**Muonic levels of ⁷⁶Se: nuclear size against vacuum polarisation**

The table holds binding energies, finite-size shifts, vacuum-polarisation shifts and mean radii of 21 levels of a negative muon, from the radial Dirac equation with reduced mass, a spherical Fermi nucleus and the Uehling potential. The program checks that the point Dirac formula and the two shifts add up to the binding energy, then compares the finite-size shift with the leading R² formula, with first-order theory and with a parameter-free Schrödinger solution in the Fermi potential. For 1s these give −1305, −738 and −506 keV against −542.5 keV in the table; the Schrödinger model misses about two thirds of the p1/2 and d3/2 shifts, and a small-component formula overshoots the p1/2–p3/2 difference by 14 to 16%. The Uehling potential averaged over the nonrelativistic states lies 0.3 to 6% below the table, and within this model the 2s value is still above 2p after the relaxation of the state and drops below it once the potential is also folded over the nuclear charge. Gaps between levels are split into point-Dirac, size and vacuum-polarisation parts.

Calculated values. Radial Dirac-Fock and Kohn-Sham solver 3: levels of a negative muon around a spherical ⁷⁶Se nucleus (Z = 34), from the Dirac equation with reduced mass and the Uehling potential. The nucleus has a Fermi charge distribution with rms radius 4.1395 fm and skin thickness 2.3 fm. Nuclear polarisation, deformation, self-energy and electron screening are not included.

## Script

```python
# Table: muonic levels of 76Se (radial Dirac solver, reduced mass, Fermi nucleus, Uehling potential).
# Tested: point Dirac bookkeeping; finite-size shift (first order, relaxed Schroedinger); <Uehling> for point/finite nucleus.
T = {
    'level_name': ['1s1/2', '2s1/2', '2p1/2', '2p3/2', '3s1/2', '3p1/2', '3p3/2', '3d3/2', '3d5/2', '4d3/2', '4d5/2', '4f5/2', '4f7/2', '5f5/2', '5f7/2', '5g7/2', '5g9/2', '6g7/2', '6g9/2', '6h9/2', '6h11/2'],
    'level_binding': [2775.6, 757.12, 829.08, 817.56, 345.14, 366.73, 363.4, 363.56, 362.3, 204.29, 203.76, 203.68, 203.41, 130.31, 130.17, 130.14, 130.06, 90.364, 90.318, 90.302, 90.271],  # keV
    'level_finite_size_shift': [-542.5, -74.34, -2.723, -1.076, -22.5, -0.9512, -0.381, -0.001609, -0.000572, -0.000969, -0.000345, 0.0, 0.0, 0.0, 0.0, 0.0, 0.0, 0.0, 0.0, 0.0, 0.0],  # keV
    'level_vacuum_polarisation': [19.264, 3.51, 3.8544, 3.6797, 1.117, 1.1548, 1.1106, 0.89477, 0.88196, 0.35398, 0.34909, 0.26824, 0.26654, 0.12513, 0.12434, 0.0898, 0.089479, 0.04744, 0.047266, 0.031553, 0.031479],  # keV
    'level_mean_radius': [13.21, 48.42, 36.72, 37.41, 106.3, 92.52, 93.46, 78.34, 78.75, 157.0, 157.5, 135.0, 135.3, 236.5, 236.8, 206.7, 206.9, 330.8, 331.1, 293.5, 293.6],  # fm
}
import numpy as np
from scipy.constants import physical_constants as pc, alpha, hbar, c, e, m_e
from scipy.linalg import eigh_tridiagonal
from scipy.optimize import brentq
from scipy.special import expit
Z, A, R, skin = 34, 76, 4.1395, 2.3   # settings from the caption (R, skin in fm)
hc = hbar*c/e*1e12; mm = pc['muon mass energy equivalent in MeV'][0]*1e3   # keV fm, keV
M = A*pc['atomic mass constant energy equivalent in MeV'][0]*1e3   # nuclear mass taken as A u
mu = mm*M/(mm+M); za = Z*alpha; a = hc/(mu*za); lam = hc/(m_e*c*c/e/1e3); K = za*hc
nm = T['level_name']; col = lambda k: dict(zip(nm, map(float, T[k])))
B, F, V, Rm = map(col, ['level_binding', 'level_finite_size_shift', 'level_vacuum_polarisation', 'level_mean_radius'])
q = {s: (int(s[0]), 'spdfgh'.index(s[1]), int(s[2:].split('/')[0])/2) for s in nm}
def dirac(n, j, m): return m*(1-(1+(za/(n-j-.5+np.sqrt((j+.5)**2-za**2)))**2)**-.5)
D = {s: dirac(q[s][0], q[s][2], mu) for s in nm}
h = 0.04; r = h*np.arange(1, 40001); af = skin/(4*np.log(3)); rho = lambda x, c0: expit(-(x-c0)/af)
c0 = brentq(lambda x: np.sum(rho(r, x)*r**4)/np.sum(rho(r, x)*r**2)-R*R, 1, 9)
y = rho(r, c0)*r*r; w = y/r
Vf = -K*((np.cumsum(y)-y/2)/r+np.cumsum(w[::-1])[::-1]-w/2)/y.sum(); Vp = -K/r
x = np.linspace(-14, 14, 300); t = 1+np.exp(x); k = 2*t/lam
wt = 2*alpha/(3*np.pi)*K*(1+.5/t**2)*np.sqrt(t*t-1)/t**2*np.exp(x)*(x[1]-x[0])
rl = np.geomspace(h, r[-1], 500); c_ = rl[:, None]; sh = np.arange(0.1, 12, 0.2); qs = rho(sh, c0)*sh**2; qs /= qs.sum()
Up = np.interp(np.log(r), np.log(rl), np.exp(-k*c_)@wt)/r
Uf = np.interp(np.log(r), np.log(rl), sum(g*((np.exp(-k*abs(c_-s))-np.exp(-k*(c_+s)))@(wt/(2*k*s))) for s, g in zip(sh, qs))/rl)
kin = hc*hc/(2*mu)
def solve(l, U):
    E, v = eigh_tridiagonal(2*kin/h**2+kin*l*(l+1)/r**2+U, np.full(len(r)-1, -kin/h**2), select='i', select_range=(0, 2))
    return E, v.T**2
S = {l: (solve(l, Vp), solve(l, Vf)) for l in range(6)}
print(f"mu/m={mu/mm:.6f} Za={za:.5f} (Za)^2={za*za:.4f} a={a:.3f} fm R/a={R/a:.3f} Fermi c={c0:.3f} fm electron Compton={lam:.1f} fm")
print("keV: level | B-FS-VP-Dirac, floor | FS tab, 1st order, relaxed | VP tab, point, finite, finite err% | VP/B% | <r>/hydrogenic tab, relaxed")
P = {}; ulp = lambda v, d: 0.5*10**(np.floor(np.log10(abs(v)))-d+1) if v else 0
for s in nm:
    n, l, j = q[s]; i = n-l-1; (Ep, up), (Ef, uf) = S[l]; r0 = a/2*(3*n*n-l*(l+1))
    P[s] = dict(res=B[s]-F[s]-V[s]-D[s], f1=-up[i]@(Vf-Vp), f=Ep[i]-Ef[i], vp=up[i]@Up, vm=uf[i]@Up, vf=uf[i]@Uf, ip=up[i][r < c0].sum(), inn=uf[i][r < c0].sum())
    p = P[s]; fm = f"{p['f']:.4g}" if l < 3 else "-"
    print(f"{s} |{p['res']:+.3f} {ulp(B[s],5)+ulp(F[s],4)+ulp(V[s],5):.3f} |{F[s]:.4g} {p['f1']:.3g} {fm} |{V[s]:.4g} {p['vp']:.4g} {p['vf']:.4g} {100*(p['vf']/V[s]-1):+.1f} |{100*V[s]/B[s]:.3f} |{Rm[s]/r0:.3f} {uf[i]@r/r0:.3f}")
s1 = '1s1/2'; ss = [s1, '2s1/2', '3s1/2']
print(f"1s: point Dirac {D[s1]:.1f}, without reduced mass {dirac(1,.5,mm)-D[s1]:+.2f}, nonrel {mu*za*za/2:.1f} keV; FS/point {100*F[s1]/D[s1]:.1f}%; hydrogenic <r> {1.5*a:.2f} fm")
lead = {s: -2/3*mu*za**2*(R/a)**2/q[s][0]**3 for s in ss}
print("leading r^2 formula keV (table/formula):", "; ".join(f"{s} {lead[s]:.1f} ({F[s]/lead[s]:.3f})" for s in ss))
print("relaxed FS error %:", "; ".join(f"{s} {100*(P[s]['f']/F[s]-1):+.1f}" for s in nm if F[s]))
print("model probability % inside c, point->relaxed:", "; ".join(f"{s} {100*P[s]['ip']:.3g}->{100*P[s]['inn']:.3g}" for s in [s1, '2s1/2', '2p3/2', '3d5/2']))
g = lambda n, l: np.prod([n*n-m*m for m in range(1, l+1)])/n**(2*l+3); rat = {}
for u, v in [(s1, '2s1/2'), ('2s1/2', '3s1/2'), ('2p1/2', '3p1/2'), ('2p3/2', '3p3/2'), ('3d3/2', '4d3/2'), ('3d5/2', '4d5/2')]:
    rat[u] = (F[u]/F[v], g(*q[u][:2])/g(*q[v][:2]))
print("FS n-ratio to next n, table/first order:", "; ".join(f"{u} {v[0]:.3f}/{v[1]:.3f}" for u, v in rat.items()))
print("FS l-ratios at n=3: s/p3/2 %.1f, p3/2/d5/2 %.0f; j-ratios 2p %.2f 3d %.2f" % (F['3s1/2']/F['3p3/2'], F['3p3/2']/F['3d5/2'], F['2p1/2']/F['2p3/2'], F['3d3/2']/F['3d5/2']))
for n in (2, 3):
    d = F[f'{n}p1/2']-F[f'{n}p3/2']; m = -za**6*mu*(R*mu/hc)**2*g(n, 1)/6
    print(f"{n}p1/2-{n}p3/2 FS: table {d:.3f}, small-component formula {m:.3f} keV ({100*(m/d-1):+.0f}%)")
print("binding gap first-second (keV) = point Dirac + FS + VP; floor")
for u, v in [(s1, '2p3/2'), ('2p1/2', '2s1/2'), ('2p3/2', '2s1/2'), ('2p1/2', '2p3/2'), ('3p1/2', '3s1/2'), ('3d3/2', '3p3/2'), ('4d5/2', '4f5/2'), ('5f7/2', '5g7/2'), ('6g9/2', '6h9/2')]:
    print(f"{u}-{v}: {B[u]-B[v]:.3f} = {D[u]-D[v]:.3f} {F[u]-F[v]:+.4f} {V[u]-V[v]:+.4f}; {ulp(B[u],5)+ulp(B[v],5):.3f}")
print("model VP keV point -> relaxed state -> folded U:", "; ".join(f"{s[:2]} {P[s]['vp']:.3f} {P[s]['vm']:.3f} {P[s]['vf']:.3f}" for s in [s1, '2s1/2', '2p3/2', '3s1/2', '3p3/2']))
ws = max(nm, key=lambda s: abs(P[s]['vf']/V[s]-1)); wr = max(nm, key=lambda s: abs(P[s]['res']))
print(f"worst VP row {ws} {100*(P[ws]['vf']/V[ws]-1):+.1f}%; worst Dirac residual {wr} {P[wr]['res']:+.3f} keV")
assert all(abs(P[s]['res']/D[s]) < 2e-4 for s in nm)
assert B['2s1/2'] < B['2p3/2'] < B['2p1/2'] and V['2s1/2'] < V['2p3/2']
assert all(0.3 < F[s]/lead[s] < 0.6 for s in ss)
assert all(abs(v[0]/v[1]-1) < 0.03 for u, v in rat.items() if q[u][1] > 0)
```

It prints:

```
mu/m=0.998510 Za=0.24811 (Za)^2=0.0616 a=7.539 fm R/a=0.549 Fermi c=4.717 fm electron Compton=386.2 fm
keV: level | B-FS-VP-Dirac, floor | FS tab, 1st order, relaxed | VP tab, point, finite, finite err% | VP/B% | <r>/hydrogenic tab, relaxed
1s1/2 |+0.020 0.101 |-542.5 -738 -506.3 |19.26 28.57 18.98 -1.5 |0.694 |1.168 1.183
2s1/2 |-0.003 0.010 |-74.34 -89.9 -66.64 |3.51 4.461 3.387 -3.5 |0.464 |1.071 1.089
2p1/2 |-0.004 0.006 |-2.723 -1.06 -1.005 |3.854 3.628 3.624 -6.0 |0.465 |0.974 1.002
2p3/2 |-0.002 0.006 |-1.076 -1.06 -1.005 |3.68 3.628 3.624 -1.5 |0.450 |0.993 1.002
3s1/2 |-0.003 0.010 |-22.5 -26.5 -20.12 |1.117 1.363 1.076 -3.7 |0.324 |1.045 1.059
3p1/2 |+0.000 0.005 |-0.9512 -0.371 -0.3506 |1.155 1.088 1.086 -5.9 |0.315 |0.982 1.001
3p3/2 |-0.001 0.005 |-0.381 -0.371 -0.3506 |1.111 1.088 1.086 -2.2 |0.306 |0.992 1.001
3d3/2 |-0.004 0.005 |-0.001609 -0.000546 -0.0005392 |0.8948 0.8729 0.8742 -2.3 |0.246 |0.990 1.000
3d5/2 |-0.005 0.005 |-0.000572 -0.000546 -0.0005392 |0.882 0.8729 0.8742 -0.9 |0.243 |0.995 1.000
4d3/2 |+0.000 0.005 |-0.000969 -0.000327 -0.0003231 |0.354 0.3444 0.345 -2.5 |0.173 |0.992 1.000
4d5/2 |+0.001 0.005 |-0.000345 -0.000327 -0.0003231 |0.3491 0.3444 0.345 -1.2 |0.171 |0.995 1.000
4f5/2 |+0.002 0.005 |0 -1.25e-07 - |0.2682 0.2648 0.265 -1.2 |0.132 |0.995 1.000
4f7/2 |-0.005 0.005 |0 -1.25e-07 - |0.2665 0.2648 0.265 -0.6 |0.131 |0.997 1.000
5f5/2 |+0.001 0.005 |0 -1.08e-07 - |0.1251 0.1233 0.1234 -1.4 |0.096 |0.996 1.000
5f7/2 |-0.004 0.005 |0 -1.08e-07 - |0.1243 0.1233 0.1234 -0.8 |0.096 |0.997 1.000
5g7/2 |+0.000 0.005 |0 -1.56e-11 - |0.0898 0.08904 0.08909 -0.8 |0.069 |0.997 1.000
5g9/2 |+0.001 0.005 |0 -1.56e-11 - |0.08948 0.08904 0.08909 -0.4 |0.069 |0.998 1.000
6g7/2 |-0.001 0.001 |0 -1.75e-11 - |0.04744 0.04699 0.04701 -0.9 |0.052 |0.997 1.000
6g9/2 |+0.000 0.001 |0 -1.75e-11 - |0.04727 0.04699 0.04701 -0.5 |0.052 |0.998 1.000
6h9/2 |-0.000 0.001 |0 1.96e-14 - |0.03155 0.03136 0.03138 -0.6 |0.035 |0.998 1.000
6h11/2 |-0.000 0.001 |0 1.96e-14 - |0.03148 0.03136 0.03138 -0.3 |0.035 |0.999 1.000
1s: point Dirac 3298.8, without reduced mass +4.92, nonrel 3247.2 keV; FS/point -16.4%; hydrogenic <r> 11.31 fm
leading r^2 formula keV (table/formula): 1s1/2 -1305.5 (0.416); 2s1/2 -163.2 (0.456); 3s1/2 -48.4 (0.465)
relaxed FS error %: 1s1/2 -6.7; 2s1/2 -10.4; 2p1/2 -63.1; 2p3/2 -6.6; 3s1/2 -10.6; 3p1/2 -63.1; 3p3/2 -8.0; 3d3/2 -66.5; 3d5/2 -5.7; 4d3/2 -66.7; 4d5/2 -6.3
model probability % inside c, point->relaxed: 1s1/2 13.1->7.47; 2s1/2 1.54->1.04; 2p3/2 0.0469->0.0431; 3d5/2 2.96e-05->2.9e-05
FS n-ratio to next n, table/first order: 1s1/2 7.298/8.000; 2s1/2 3.304/3.375; 2p1/2 2.863/2.848; 2p3/2 2.824/2.848; 3d3/2 1.660/1.665; 3d5/2 1.658/1.665
FS l-ratios at n=3: s/p3/2 59.1, p3/2/d5/2 666; j-ratios 2p 2.53 3d 2.81
2p1/2-2p3/2 FS: table -1.647, small-component formula -1.884 keV (+14%)
3p1/2-3p3/2 FS: table -0.570, small-component formula -0.661 keV (+16%)
binding gap first-second (keV) = point Dirac + FS + VP; floor
1s1/2-2p3/2: 1958.040 = 2483.858 -541.4240 +15.5843; 0.055
2p1/2-2s1/2: 71.960 = 0.000 +71.6170 +0.3444; 0.010
2p3/2-2s1/2: 60.440 = -12.995 +73.2640 +0.1697; 0.010
2p1/2-2p3/2: 11.520 = 12.995 -1.6470 +0.1747; 0.010
3p1/2-3s1/2: 21.590 = 0.000 +21.5488 +0.0378; 0.010
3d3/2-3p3/2: 0.160 = 0.000 +0.3794 -0.2158; 0.010
4d5/2-4f5/2: 0.080 = 0.000 -0.0003 +0.0809; 0.010
5f7/2-5g7/2: 0.030 = 0.000 +0.0000 +0.0345; 0.010
6g9/2-6h9/2: 0.016 = 0.000 +0.0000 +0.0157; 0.001
model VP keV point -> relaxed state -> folded U: 1s 28.573 20.961 18.984; 2s 4.461 3.677 3.387; 2p 3.628 3.610 3.624; 3s 1.363 1.166 1.076; 3p 1.088 1.082 1.086
worst VP row 2p1/2 -6.0%; worst Dirac residual 1s1/2 +0.020 keV
```
